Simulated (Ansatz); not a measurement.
Pd3PbC: pressure and energy above lowest point against volume scale

Free energy against uniform scaling of the volume at fixed shape and fractions; periodic cell, basis, potentials, k mesh and filling as listed. The results are calculated, by Ansatz 0.2.0.

The cell before it is scaled or strained (space group Pm-3m, No. 221):
```
CELL_PARAMETERS angstrom
4.29890 0.00000 0.00000
0.00000 4.29890 0.00000
0.00000 0.00000 4.29890
ATOMIC_POSITIONS crystal
Pd 0.00000 0.50000 0.50000
Pd 0.50000 0.50000 0.00000
Pd 0.50000 0.00000 0.50000
Pb 0.00000 0.00000 0.00000
C 0.50000 0.50000 0.50000
```

Settings of every row: functional PBE; dispersion none; potentials PAW; wave cutoff 557.83 eV; density cutoff 2231.3 eV; k mesh 6x6x6; k shift 0x0x0; occupations fermi dirac; smearing width 0.1 eV; spin none.

Limits: coarse k mesh, up to 40 meV an atom off; no spin-orbit coupling, which can matter with elements this heavy; the cell comes from a prototype or a list of computed structures and needn't be the stable phase.

```csv
row,volume scale,V (Å³/atom),pressure (GPa),energy above lowest point (meV/atom)
1,0.94,14.936,8.76,21.2
2,0.96,15.254,5.08,7.5
3,0.98,15.571,1.83,0.7
4,1,15.889,-1.03,0
5,1.02,16.207,?,?
6,1.04,16.525,-5.77,13.9
7,1.06,16.843,-7.72,27.3
```

Question: what pressure and energy above lowest point should row 5 give?

Worked fit of pressure. Take u = (V_r/V)^(2/3) − 1 with V_r = 15.73 Å³ an atom, which is twice the finite (Eulerian) strain; such expansions in the strain, on which the Birch-Murnaghan equation of state is built, carry the rest volume and the bulk modulus. The shown rows have u = 0.03513, 0.0207, 0.0068, -0.00668, -0.03234, -0.04455. Least squares give pressure = 0.356 + 212.41 × u + 735.9 × u² + 821 × u³ GPa; a parabola predicts inner rows, each left out in turn, worse (root mean square 0.017 against 0.0068 GPa). All shown rows lie on it to the printed digit. The pressure vanishes at u = -0.0017, or V = 15.77 Å³ an atom, and there the bulk modulus at fixed shape and fractions is B = −V dP/dV = (2/3)(1 + u) dP/du = 140 GPa. The withheld row has u = -0.01972, so the fit gives 0.356 + 212.41 × (-0.01972) + 735.9 × (-0.01972)² + 821 × (-0.01972)³ = -3.55 GPa.

The calculation gave -3.55 GPa. The fit meets it to the printed digit.

Worked fit of energy above lowest point. Take u = (V_r/V)^(2/3) − 1 with V_r = 15.73 Å³ an atom, which is twice the finite (Eulerian) strain; such expansions in the strain, on which the Birch-Murnaghan equation of state is built, carry the rest volume and the bulk modulus. The shown rows have u = 0.03513, 0.0207, 0.0068, -0.00668, -0.03234, -0.04455. Least squares give energy above lowest point = −0.36 + 51.5 × u + 15603 × u² + 11469 × u³ meV/atom; a parabola predicts inner rows, each left out in turn, worse (root mean square 0.22 against 0.021 meV/atom). All shown rows lie on it to the printed digit. Its lowest point lies at u = -0.0017, or V = 15.77 Å³ an atom, and the curvature there gives the bulk modulus at fixed shape and fractions, B = (4/9)(1 + u)² E″(u)/V = 140 GPa. The withheld row has u = -0.01972, so the fit gives −0.36 + 51.5 × (-0.01972) + 15603 × (-0.01972)² + 11469 × (-0.01972)³ = 4.6 meV/atom.

The calculation gave 4.6 meV/atom. The fit meets it to the printed digit.
